**Spin-orbit splitting of the 4d shell from Ag²⁺ to Xe²⁺: a two-charge model**

The table holds the 4d3/2 and 4d5/2 eigenvalues, their mean radii and their difference for eight doubly charged ions, from spherical, unpolarised all-electron Dirac Kohn-Sham calculations with PBEsol (Quantum ESPRESSO ld1.x). The program tests the Landé form α²Zi²Zo²/[2n³l(l+1)], with Zi = Z − s and Zo = 21/⟨r⟩, against a single screened charge (Z − σ)⁴ and a power of the binding energy. With s = 11.19 the Landé form follows the splitting to 0.24% rms, worst at Ag²⁺ (+0.58%), and reproduces the jump in the step from Ag→Cd to Cd→In, while the two other forms have rms errors of 6.1% and 2.9%. Within the model, contraction of the shell carries 69% of the logarithmic growth. The constant s changes with the definition of Zo and with the shell (8.22 for 3d), so it is an effective number.

Doubly charged ions from Ag to Xe, computed with Quantum ESPRESSO ld1.x 7.5 as spherical, spin-unpolarised all-electron atoms at the Dirac Kohn-Sham level with the PBEsol functional and a point nucleus. Open subshells are filled with the lower j first, and eigenvalues are negative for bound levels.

## Analysis program

```python
# Table: 4d3/2 and 4d5/2 eigenvalues, mean radii and their splitting for Ag2+..Xe2+,
# Quantum ESPRESSO ld1.x, spherical unpolarised Dirac Kohn-Sham atom, PBEsol.
# Tested: Lande form alpha^2 Zi^2 Zo^2/(2 n^3 l(l+1)), Zi = Z-s, Zo = 21/<r>, against
# (A) one screened charge (Z-sigma)^4 and (B) a power of the binding energy.
T = {
    'ion': ['Ag2+', 'Cd2+', 'In2+', 'Sn2+', 'Sb2+', 'Te2+', 'I2+', 'Xe2+'],
    'Z': [47, 48, 49, 50, 51, 52, 53, 54],
    'N': [45, 46, 47, 48, 49, 50, 51, 52],
    'configuration': ['[Kr] (4d3/2)4 (4d5/2)5', '[Kr] (4d3/2)4 (4d5/2)6', '[Kr] (4d3/2)4 (4d5/2)6 (5s1/2)1', '[Kr] (4d3/2)4 (4d5/2)6 (5s1/2)2', '[Kr] (4d3/2)4 (4d5/2)6 (5s1/2)2 (5p1/2)1', '[Kr] (4d3/2)4 (4d5/2)6 (5s1/2)2 (5p1/2)2', '[Kr] (4d3/2)4 (4d5/2)6 (5s1/2)2 (5p1/2)2 (5p3/2)1', '[Kr] (4d3/2)4 (4d5/2)6 (5s1/2)2 (5p1/2)2 (5p3/2)2'],
    'eigenvalue_4d32': [-29.233, -30.866, -37.052, -43.822, -52.383, -61.413, -71.207, -81.492],  # eV
    'eigenvalue_4d52': [-28.614, -30.147, -36.177, -42.771, -51.13, -59.937, -69.483, -79.497],  # eV
    'mean_radius_4d32': [1.2997, 1.242, 1.1569, 1.0839, 1.0185, 0.96218, 0.9127, 0.86899],  # bohr
    'mean_radius_4d52': [1.3161, 1.2587, 1.1721, 1.098, 1.0314, 0.9742, 0.92402, 0.87977],  # bohr
    'gap': [0.6187, 0.7192, 0.8753, 1.0515, 1.2529, 1.4762, 1.7235, 1.9954],  # eV
}
import numpy as np
from scipy.constants import alpha, physical_constants as pc
from scipy.optimize import minimize_scalar
Ha = pc['Hartree energy in eV'][0]
ion = T['ion']; Z = np.array(T['Z'], float); g = np.array(T['gap'], float)
w = lambda a, b: 0.4*np.array(a, float) + 0.6*np.array(b, float)   # 2j+1 weights
r = w(T['mean_radius_4d32'], T['mean_radius_4d52'])
e = -w(T['eigenvalue_4d32'], T['eigenvalue_4d52'])
# further outputs of the same runs: 3d levels (eV), 3d radii, 4d <1/r>, Cd2+ ionisation energy
e33 = np.array([384.5783, 416.2012, 454.9987, 495.6424, 539.4118, 584.9262, 632.4901, 681.8181])
e35 = np.array([378.3494, 409.2204, 447.1984, 486.9527, 529.7593, 574.2329, 620.6738, 668.7924])
r3 = w([.3438382, .3327753, .3223769, .312611, .3034188, .2947473, .2865514, .2787925],
       [.3473453, .3363011, .3259234, .3161807, .3070138, .2983695, .2902025, .2824739])
ri = w([1.03195, 1.081406, 1.15776, 1.232981, 1.309268, 1.383793, 1.457192, 1.529348],
       [1.017934, 1.065827, 1.141222, 1.215421, 1.290728, 1.364157, 1.43637, 1.507234])
IE_Cd = 37.68608
g3 = e33 - e35
K = lambda n: alpha**2*Ha/(2*n**3*6)
fit = lambda f, y: minimize_scalar(lambda s: np.sum(np.log(f(s)/y)**2), bounds=(0, 35), method='bounded').x
err = lambda m, y: 100*(m/y - 1)
step = lambda x: 100*(x[1:]/x[:-1] - 1)
Zo = 21/r
fL = lambda s: K(4)*(Z - s)**2*Zo**2
s = fit(fL, g); mL = fL(s); srow = Z - np.sqrt(g/K(4))/Zo
fA = lambda q: K(4)*(Z - q)**4
sig = fit(fA, g); mA = fA(sig)
p, c = np.polyfit(np.log(e), np.log(g), 1); mB = np.exp(c)*e**p
pz = np.polyfit(np.log(Z), np.log(g), 1)[0]; pz3 = np.polyfit(np.log(Z), np.log(g3), 1)[0]
print(f"Ag2+ to Xe2+ factors: Z {Z[-1]/Z[0]:.3f}, 4d splitting {g[-1]/g[0]:.3f}, 3d splitting {g3[-1]/g3[0]:.3f}")
print(f"  mean 4d radius {r[-1]/r[0]:.3f}, mean 4d binding {e[-1]/e[0]:.3f}")
print(f"apparent power of Z: 4d {pz:.2f}, 3d {pz3:.2f} (bare hydrogenic 4)")
print(f"prefactor alpha^2 Eh/768 = {K(4):.4e} eV")
print(f"fits: Lande s = {s:.2f}; A sigma = {sig:.2f}; B power of binding = {p:.2f} (2 parameters)")
print("ion   <r>/bohr  Zo   split/eV Lande/eV err%  s(row)  A err%  B err%  4d/3d")
for i in range(len(Z)):
    print(f"{ion[i]:5s} {r[i]:.4f} {Zo[i]:6.2f} {g[i]:.4f} {mL[i]:.4f} {err(mL,g)[i]:+6.2f} {srow[i]:6.2f}"
          f" {err(mA,g)[i]:+6.1f} {err(mB,g)[i]:+6.1f}  {g[i]/g3[i]:.4f}")
for nm, m in (("Lande", mL), ("A", mA), ("B", mB)):
    d = err(m, g); k = np.argmax(abs(d))
    print(f"{nm}: rms {np.sqrt(np.mean(d**2)):.2f} %, worst {ion[k]} {d[k]:+.2f} %")
print(f"rounding of table: splitting up to {100*5e-5/g[0]:.3f} %, 1/<r>^2 up to {100*1e-4/r[3]:.3f} %")
print("step        4d split% Lande%  A%   3d split%  <r>%   dZo  d(binding)/eV")
for i in range(len(Z) - 1):
    print(f"{ion[i]}>{ion[i+1]:5s} {step(g)[i]:6.1f} {step(mL)[i]:6.1f} {step(mA)[i]:6.1f} {step(g3)[i]:6.1f}"
          f" {step(r)[i]:8.1f} {np.diff(Zo)[i]:6.2f} {np.diff(e)[i]:6.2f}")
fo = (Zo[-1]/Zo[0])**2; fi = ((Z[-1] - s)/(Z[0] - s))**2
print(f"Lande growth: Zo^2 x{fo:.3f}, Zi^2 x{fi:.3f}, product x{fo*fi:.3f}")
print(f"  share of log growth from contraction: {100*np.log(fo)/np.log(fo*fi):.0f} %")
print(f"A: charge needed per row {(g[0]/K(4))**.25:.2f} to {(g[-1]/K(4))**.25:.2f}, Z rises by {Z[-1]-Z[0]:.0f}")
f2 = lambda q: K(4)*(Z - q)**2*(16*ri)**2
s2 = fit(f2, g)
print(f"Zo = 16<1/r> instead: s = {s2:.2f}, largest error {abs(err(f2(s2),g)).max():.2f} %")
f3 = lambda q: K(3)*(Z - q)**2*(10.5/r3)**2
s3 = fit(f3, g3)
print(f"same form for 3d: s = {s3:.2f}, largest error {abs(err(f3(s3),g3)).max():.2f} %")
print(f"3d splitting {g3[0]:.3f} to {g3[-1]:.3f} eV; hydrogenic 4d/3d ratio {27/64:.3f}")
print(f"Cd2+: computed ionisation energy exceeds -eps(4d5/2) by {IE_Cd + T['eigenvalue_4d52'][1]:.2f} eV")
assert np.all(np.diff(g) > 0) and np.all(np.diff(r) < 0)
assert step(g)[1] > step(g)[0] and step(mL)[1] > step(mL)[0]
assert np.all(np.diff(step(g3)) < 0) and pz > 4
assert abs(err(mL, g)).max() < abs(err(mA, g)).max()
```

Running it gives:

```
Ag2+ to Xe2+ factors: Z 1.149, 4d splitting 3.225, 3d splitting 2.091
  mean 4d radius 0.669, mean 4d binding 2.782
apparent power of Z: 4d 8.59, 3d 5.31 (bare hydrogenic 4)
prefactor alpha^2 Eh/768 = 1.8868e-06 eV
fits: Lande s = 11.19; A sigma = 22.64; B power of binding = 1.09 (2 parameters)
ion   <r>/bohr  Zo   split/eV Lande/eV err%  s(row)  A err%  B err%  4d/3d
Ag2+  1.3095  16.04 0.6187 0.6223  +0.58  11.29   +7.4   +6.6  0.0993
Cd2+  1.2520  16.77 0.7192 0.7194  +0.02  11.19   +8.5   -2.8  0.1030
In2+  1.1660  18.01 0.8753 0.8751  -0.03  11.18   +4.1   -2.6  0.1122
Sn2+  1.0924  19.22 1.0515 1.0505  -0.10  11.17   +0.6   -2.6  0.1210
Sb2+  1.0262  20.46 1.2529 1.2523  -0.05  11.18   -2.6   -0.6  0.1298
Te2+  0.9694  21.66 1.4762 1.4749  -0.09  11.17   -5.0   +0.3  0.1380
I2+   0.9195  22.84 1.7235 1.7206  -0.17  11.15   -7.0   +1.0  0.1459
Xe2+  0.8755  23.99 1.9954 1.9900  -0.27  11.13   -8.5   +1.1  0.1532
Lande: rms 0.24 %, worst Ag2+ +0.58 %
A: rms 6.10 %, worst Cd2+ +8.53 %
B: rms 2.90 %, worst Ag2+ +6.58 %
rounding of table: splitting up to 0.008 %, 1/<r>^2 up to 0.009 %
step        4d split% Lande%  A%   3d split%  <r>%   dZo  d(binding)/eV
Ag2+>Cd2+    16.2   15.6   17.5   12.1     -4.4   0.74   1.57
Cd2+>In2+    21.7   21.6   16.7   11.7     -6.9   1.24   6.09
In2+>Sn2+    20.1   20.0   16.1   11.4     -6.3   1.21   6.66
Sn2+>Sb2+    19.2   19.2   15.4   11.1     -6.1   1.24   8.44
Sb2+>Te2+    17.8   17.8   14.9   10.8     -5.5   1.20   8.90
Te2+>I2+     16.8   16.7   14.3   10.5     -5.1   1.18   9.65
I2+>Xe2+    15.8   15.7   13.8   10.2     -4.8   1.15  10.12
Lande growth: Zo^2 x2.238, Zi^2 x1.429, product x3.198
  share of log growth from contraction: 69 %
A: charge needed per row 23.93 to 32.07, Z rises by 7
Zo = 16<1/r> instead: s = 11.83, largest error 1.15 %
same form for 3d: s = 8.22, largest error 0.53 %
3d splitting 6.229 to 13.026 eV; hydrogenic 4d/3d ratio 0.422
Cd2+: computed ionisation energy exceeds -eps(4d5/2) by 7.54 eV
```
